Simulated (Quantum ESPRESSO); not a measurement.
# Convergence of the zone-centre optical phonon of zinc-blende BAs and BN with the k mesh, in LDA linear response

The calculated quantity is the highest phonon frequency at the zone centre of zinc-blende BAs and BN, on k meshes from 4×4×4 to 16×16×16 with the cell held fixed. Each frequency change is taken against the 16×16×16 run of the same crystal, and a positive change means too high a frequency.

Problem: find how fast the sampling error dies out, predict it on denser meshes from the two coarsest ones, and decide which mesh is worth its cost. The answer matters because a mesh that suffices for one crystal, or for one property, may be wasteful or too coarse for another. The mode is the threefold optical one on every mesh, so a single branch is followed throughout.

## Calculations

Each crystal was relaxed once and then held fixed while the k mesh alone was changed. Program: Quantum ESPRESSO 7.5, plane waves, LDA, scalar-relativistic, no spin-orbit coupling, no spin. Crystals and potentials: BAs (zinc-blende), PseudoDojo; BN (zinc-blende), PseudoDojo. Cutoffs 1197 to 1252 eV. Occupations: fixed. Modes by linear response at one wavevector. Times are rough, from shared Arm server processors. The tabled runs alone: cutoff 1197 to 1252 eV, k length 10 to 54 Å. The same in all rows: wavevector of the run, in fractions of the reciprocal vectors: (0, 0, 0).

Notes on method and selection:

- The reference is the finest run of each crystal, which need not be fully converged.
- Published potential sets: PseudoDojo (norm-conserving).
- The coarsest settings were run to show the error.
- Without the sum rule a spurious force shifts the squares of all zone-centre frequencies by about the square of the acoustic residue (exactly so for like masses); where the residue is large, it makes much or all of the change.
- Runs that did not converge, have known faults or may not be shown are not listed, and runs on Ansatz's PAW sets soft_1 and soft_2 are kept to separate tables.

Columns:

- k-mesh length (Å): k-mesh length, the least over the axes of divisions times cell-vector length.
- acoustic residue (cm⁻¹): acoustic residue: the largest of the three acoustic values at the zone centre, which should vanish; negative is imaginary.
- ε∞: electronic dielectric constant ε∞, a third of the trace.
- frequency change (%): change of the highest mode at the wavevector against the run at the densest mesh of the same crystal.
- highest mode (cm⁻¹): highest mode at the wavevector, as the response program prints it (no sum rule, no LO-TO term).
- pressure (GPa): pressure of the ground-state run, compression positive.
- cost (core-s): processor time, shared machines, rough.

## Numbers

```
member      crystal and potentials         k-mesh length (Å)  acoustic residue (cm⁻¹)  ε∞      frequency change (%)  highest mode (cm⁻¹)  pressure (GPa)  cost (core-s)  remark
k 4×4×4     BAs (zinc-blende), PseudoDojo  13.4               4.3                      14.764  2.0597                715.0                0.60            120
k 6×6×6     BAs (zinc-blende), PseudoDojo  20.1               4.2                      11.023  0.2969                702.7                0.03            220
k 8×8×8     BAs (zinc-blende), PseudoDojo  26.8               3.3                      10.003  0.0485                700.9                −0.01           430
k 10×10×10  BAs (zinc-blende), PseudoDojo  33.5               3.4                      9.715   0.0100                700.6                −0.01           640
k 12×12×12  BAs (zinc-blende), PseudoDojo  40.2               3.3                      9.634   0.0014                700.6                −0.01           950
k 14×14×14  BAs (zinc-blende), PseudoDojo  46.8               3.8                      9.611   0.0000                700.6                −0.01           1400
k 16×16×16  BAs (zinc-blende), PseudoDojo  53.5               4.0                      9.605   0.0000                700.6                −0.01           2000           known phase
k 4×4×4     BN (zinc-blende), PseudoDojo   10.1               −2.3                     5.126   0.5409                1074.4               0.68            25
k 6×6×6     BN (zinc-blende), PseudoDojo   15.2               1.8                      4.603   0.0515                1069.2               0.07            40
k 8×8×8     BN (zinc-blende), PseudoDojo   20.3               −2.8                     4.521   0.0047                1068.7               0.03            70
k 10×10×10  BN (zinc-blende), PseudoDojo   25.3               0.8                      4.508   0.0000                1068.6               0.03            100
k 12×12×12  BN (zinc-blende), PseudoDojo   30.4               −2.3                     4.507   0.0000                1068.6               0.03            150
k 14×14×14  BN (zinc-blende), PseudoDojo   35.5               −2.0                     4.506   0.0000                1068.6               0.03            210
k 16×16×16  BN (zinc-blende), PseudoDojo   40.5               −0.7                     4.506   0.0000                1068.6               0.03            300            known phase
```

## Mechanism

On the coarsest mesh the frequency is too high by 2.0597 % in BAs and 0.5409 % in BN. The error then shrinks by a large factor with each denser mesh, until it vanishes within the digits shown at 14×14×14 in BAs and at 10×10×10 in BN.

A model with two parameters for each crystal follows from four steps.

1. The force constant is an average over the Brillouin zone of a function f(k). With a gap and fixed occupations, f is smooth and periodic, so it can be written as a sum of waves, f(k) = Σ f_R exp(ik·R), over the lattice vectors R. The exact average is the term with R = 0.

2. A mesh of N×N×N points cannot tell a wave whose R is N times a lattice vector from a constant. These terms are wrongly kept and make up the sampling error. The shortest of them has the length L = N × a, with a the length of the primitive cell vector, and this L is the tabulated k-mesh length.

3. In an insulator the terms f_R fall off roughly exponentially with distance, over a decay length λ. As a rule λ is shorter where the gap is wider.

4. A small error in the force constant gives a proportional error in the frequency. If only the shortest terms count, the frequency change δ obeys

δ(L) = δ₁ exp[−(L − L₁)/λ],

where δ₁ is the change at a starting length L₁. Equal steps in L therefore divide the error by a constant factor q = exp(ΔL/λ).

The model gives the rate of decay but not the sign of the error, which enters through δ₁. The pressure, 0.60 GPa in BAs and 0.68 GPa in BN on the coarsest mesh, is another symptom of the same poor sampling. It does not cause the frequency shift, because the cell does not respond to it. The relaxation of BN did not formally converge, but the pressure left from 8×8×8 on is only 0.03 GPa, and the cell is the same in all its rows.

## Testing the model

The model is fixed for each crystal on its 4×4×4 and 6×6×6 runs.

**BAs.** The factor for one step of the mesh is

q = 2.0597 / 0.2969 = 6.94,

and with a step of 20.1 − 13.4 = 6.7 Å the decay length is

λ = 6.7 / ln 6.94 = 3.46 Å.

Each further step has the same length, so the error is divided by 6.94 each time:

- 8×8×8: 0.2969 / 6.94 = 0.0428 %; the table has 0.0485 %.
- 10×10×10: 0.0428 / 6.94 = 0.0062 %; the table has 0.0100 %.
- 12×12×12: 0.0062 / 6.94 = 0.0009 %; the table has 0.0014 %, which is 0.0014 × 700.6 / 100 = 0.01 cm⁻¹ and too small to test the model.

**BN.** Here

q = 0.5409 / 0.0515 = 10.5,

and with a step of 15.2 − 10.1 = 5.1 Å,

λ = 5.1 / ln 10.5 = 2.17 Å.

- 8×8×8: 0.0515 / 10.5 = 0.0049 %; the table has 0.0047 %.

The prediction for BN agrees within the precision of the frequencies. For BAs the order of size is right, but the predicted error is too small.

The shorter decay length of BN fits its wider gap, a known difference between the two compounds, and its lower ε∞ points the same way. The effect is plain at nearly equal mesh length: at 20.1 Å BAs is still off by 0.2969 %, while at 20.3 Å BN is off by 0.0047 %. Equal mesh length therefore does not mean equal accuracy.

## Outliers

In BAs the model falls short on the denser meshes: by 0.0485 − 0.0428 = 0.0057 % at 8×8×8 and by 0.0100 − 0.0062 = 0.0038 % at 10×10×10. The first of these is only 0.0057 × 700.6 / 100 = 0.04 cm⁻¹. One assumption that is not exact is that the shortest terms alone count. This lattice has 12 shortest vectors and 6 next-longer ones, which are √2 times as long. If their terms have the same sign and follow the same exponential, the longer ones add a fraction of about 6 / 12 × exp(−0.41 × 13.4 / 3.46) = 0.10 to the error on the coarsest mesh, where 0.41 stands for √2 − 1, and 6 / 12 × exp(−0.41 × 20.1 / 3.46) = 0.05 on the next. That makes the first drop too steep by a factor of about (1 + 0.10) / (1 + 0.05) = 1.05. The prediction at 8×8×8 becomes too low by less than this, since the next drop is slightly steepened too, whereas it is in fact low by a factor of 0.0485 / 0.0428 = 1.13. So the longer terms explain only part of the shortfall. The rest may arise because the decay is not purely exponential: a prefactor that falls as a power of L would also steepen the first drop. The acoustic residue is a less likely cause: its square is smaller in these two rows than in the reference, which would lower the frequency, not raise it.

A much larger failure appears if the same factor is applied to ε∞. In BAs its excess over the finest run is 14.764 − 9.605 = 5.159 on the coarsest mesh. The factor 6.94 would leave 5.159 / 6.94 = 0.743 at 6×6×6, but the table gives 11.023 − 9.605 = 1.418. So ε∞ converges more slowly than the frequency. The likely reason is that the response to an electric field involves derivatives with respect to k, which give the distant terms more weight.

## Price of accuracy

For the frequency alone, with an error below 0.1 % as the aim, 8×8×8 is enough in BAs: it costs about 430 core-s and lies 700.9 − 700.6 = 0.3 cm⁻¹ above the finest run, which costs about 2000 core-s. In BN the 6×6×6 mesh, at about 40 core-s, is within 1069.2 − 1068.6 = 0.6 cm⁻¹ of a run that costs about 300 core-s.

The dielectric constant demands more. To bring ε∞ within 1 % of the finest run, BAs needs 12×12×12 at about 950 core-s, where the excess is 9.634 − 9.605 = 0.029. BN needs 8×8×8 at about 70 core-s, with an excess of 4.521 − 4.506 = 0.015. Beyond these meshes the extra time buys almost nothing for either quantity at this tolerance.

## Closing remarks

For these two insulators the frequency error falls roughly exponentially with mesh length, until it is too small for the printed digits to resolve, and the rate differs between the crystals. An error below 0.1 % is reached at 8×8×8 in BAs and at 6×6×6 in BN. Two crystals are too few for a rule linking the decay length to the gap.

One omitted effect is far larger than any change in the table for BN. The long-range electric field raises the longitudinal optical mode well above the printed frequency; in the weakly polar BAs the rise is small. A splitting computed from ε∞ and the Born charges also inherits the sampling errors of both, so the mesh should be tested on those quantities too.

[Logs are printed without paths, hosts, clocks, repeated set-up lines and the standing remarks that a program may print on its own settings, such as how far it seeks lower states.]
